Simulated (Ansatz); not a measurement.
# Ti: the change of pressure and largest V_zz with volume scale

Results calculated with Ansatz 0.2.0, not measured. Periodic Kohn-Sham DFT of a crystal at fixed atoms, scaled to volume_scale times the given cell; pressure positive in compression, energy less spherical unpolarised free atoms, largest_vzz the field gradient of largest size among the nuclei.

The cell before it is scaled or strained (space group P6_3/mmc, No. 194):
```
Ti
1.0
      2.9500     0.0000     0.0000
     -1.4750     2.5548     0.0000
      0.0000     0.0000     4.6860
Ti
2
Direct
  0.33333 0.66667 0.25000
  0.66667 0.33333 0.75000
```

Settings of every row: method frozen-core PAW; functional PBEsol; relativity scalar; k mesh 13x13x7; filling fermi-dirac; smearing width 0.08 eV; wave cutoff 420 eV; paw set soft_2.

Atom start moment: 0 on all atoms.

Limits: PAW files made with PBE; no gap: field gradients move with the k mesh.

| row | volume scale | V (Å³/atom) | pressure (GPa) | largest V_zz (1e21 V/m^2) |
| --- | --- | --- | --- | --- |
| 1 | 0.94 | 16.599 | 0.988 | 2.097 |
| 2 | 0.9405 | 16.608 | 0.923 | 2.094 |
| 3 | 0.96 | 16.952 | -1.496 | 2.009 |
| 4 | 0.97 | 17.129 | ? | ? |
| 5 | 0.98 | 17.305 | -3.753 | 1.918 |
| 6 | 0.99 | 17.482 | -4.803 | 1.874 |
| 7 | 1 | 17.658 | -5.803 | 1.832 |
| 8 | 1.01 | 17.835 | -6.756 | 1.788 |
| 9 | 1.02 | 18.012 | -7.664 | 1.745 |
| 10 | 1.03 | 18.188 | -8.528 | 1.709 |
| 11 | 1.04 | 18.365 | -9.352 | 1.667 |

Question: what pressure and largest V_zz should row 4 give?

Worked fit of pressure. Take u = (V_r/V)^(2/3) − 1 with V_r = 17.57 Å³ an atom, which is twice the finite (Eulerian) strain; such expansions in the strain, on which the Birch-Murnaghan equation of state is built, carry the rest volume and the bulk modulus. The shown rows have u = 0.03863, 0.03825, 0.02416, 0.01018, 0.00335, -0.00333, -0.00993, -0.01643, -0.02278, -0.02907. Least squares give pressure = −5.3087 + 149.339 × u + 353.9 × u² GPa; a straight line predicts inner rows, each left out in turn, worse (root mean square 0.17 against 0.0022 GPa). The rows lie off it by 0.000, 0.002, -0.002, -0.001, 0.001, -0.001, 0.001, 0.003, -0.001, -0.001. The pressure vanishes at u = 0.0330, or V = 16.74 Å³ an atom, and there the bulk modulus at fixed shape and fractions is B = −V dP/dV = (2/3)(1 + u) dP/du = 119 GPa. Letting shape and atoms relax would as a rule lower it, by much in layered, chain or molecular crystals. The withheld row has u = 0.01709, so the fit gives −5.3087 + 149.339 × (0.01709) + 353.9 × (0.01709)² = -2.653 GPa.

The calculation gave -2.652 GPa. The fit lies 0.001 GPa (0.0097 % of the column's range) below it, one unit of the last digit.

Worked fit of largest V_zz. Take t = volume scale − 0.99. The shown rows have t = -0.05, -0.0495, -0.03, -0.01, 0, 0.01, 0.02, 0.03, 0.04, 0.05. Least squares give largest V_zz = 1.8743 − 4.309 × t + 3.08 × t² 1e21 V/m^2; a straight line predicts inner rows, each left out in turn, worse (root mean square 0.0037 against 0.0022 1e21 V/m^2). The rows lie off it by 0.000, -0.001, 0.003, 0.000, 0.000, 0.000, -0.001, -0.003, 0.002, 0.000. The withheld row has t = -0.02, so the fit gives 1.8743 − 4.309 × (-0.02) + 3.08 × (-0.02)² = 1.962 1e21 V/m^2.

The calculation gave 1.964 1e21 V/m^2. The fit lies 0.002 1e21 V/m^2 (0.47 % of the column's range) below it; its largest miss of a shown row is 0.003 1e21 V/m^2.
